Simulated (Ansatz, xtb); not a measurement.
**Relative energy of two isomers of C3H9B2Br**

Structure a: `BCB(Br)CC`, a singlet. Structure b: `CBCCBBr`, a singlet. Both are isolated molecules in the gas phase, relaxed with B3LYP-D3(BJ)/def2-SVP, each in the lowest conformer that the search found.

Task: Which of the two would you expect CCSD(T)/def2-SVP + ΔMP2/def2-TZVPP electronic energies to favour?

Result: Structure a; the calculation gives E(b) − E(a) = +0.252 eV.

How the difference moves with the method:

| level | geometry | E(b) − E(a) (eV) | departure from the last row (eV) | job, with rough time for the two |
| --- | --- | --- | --- | --- |
| GFN2-xTB | GFN2-xTB | +0.089 | −0.162 | optimisation, 0.38 s |
| HF/STO-3G | GFN2-xTB | +0.121 | −0.131 | single point, 0.42 s |
| r2SCAN-D4/def2-SVP | GFN2-xTB | +0.250 | −0.001 | single point, 3.8 s |
| B3LYP-D3(BJ)/def2-SVP | B3LYP-D3(BJ)/def2-SVP | +0.229 | −0.023 | optimisation, 1.9 min |
| HF/def2-SVP | B3LYP-D3(BJ)/def2-SVP | +0.128 | −0.123 | part of the CCSD(T) run |
| MP2/def2-SVP | B3LYP-D3(BJ)/def2-SVP | +0.288 | +0.037 | part of the CCSD(T) run |
| CCSD(T)/def2-SVP | B3LYP-D3(BJ)/def2-SVP | +0.255 | +0.003 | single point |
| CCSD(T)/def2-SVP + ΔMP2/def2-TZVPP | B3LYP-D3(BJ)/def2-SVP | +0.252 |  | single point, 81 s |

As drawn, both hold the same kinds of bond in the same numbers.

The levels shown agree on the order. The largest departure from CCSD(T)/def2-SVP + ΔMP2/def2-TZVPP is that of GFN2-xTB, 0.162 eV. The last row adds to CCSD(T) the change of the MP2 difference between the two basis sets, here −0.003 eV.

With thermal terms from frequencies at re-optimised GFN2-xTB minima (ideal gas, soft modes damped towards free rotors, one conformer each, 298.15 K, 1 atm): on the last row, ΔE + ΔZPE = +0.214, ΔH = +0.226, ΔG = +0.181 eV.

The correlated steps freeze 14 core orbitals; the filled d shell of Br is correlated, in a basis made for valence electrons. Run with Ansatz 0.2.0, xtb 6.7.1; the last row on 4 threads of Arm Neoverse V1 on a shared host.

Structure a is favoured at every level, but Hartree–Fock recovers only about half of the final gap: +0.128 eV against +0.255 eV with CCSD(T) in the same basis and at the same geometries. Because the bond types match, the preference must come from how the groups are arranged around the electron-deficient borons. In a, one carbon joins both borons, so each B–C σ bond can donate into the empty p orbital of the other boron; in b, a two-carbon link separates them. This geminal hyperconjugation probably favours a. The large correlation contribution would also fit a B–H–B contact in a, since such three-centre bonding is typically underbound at Hartree–Fock, but energies alone cannot distinguish the two. Thermal terms narrow the gap without reversing it, which suggests that a is the stiffer molecule. The order need not carry over to the bulk compounds, as boranes with B–H bonds readily dimerise through hydrogen bridges.
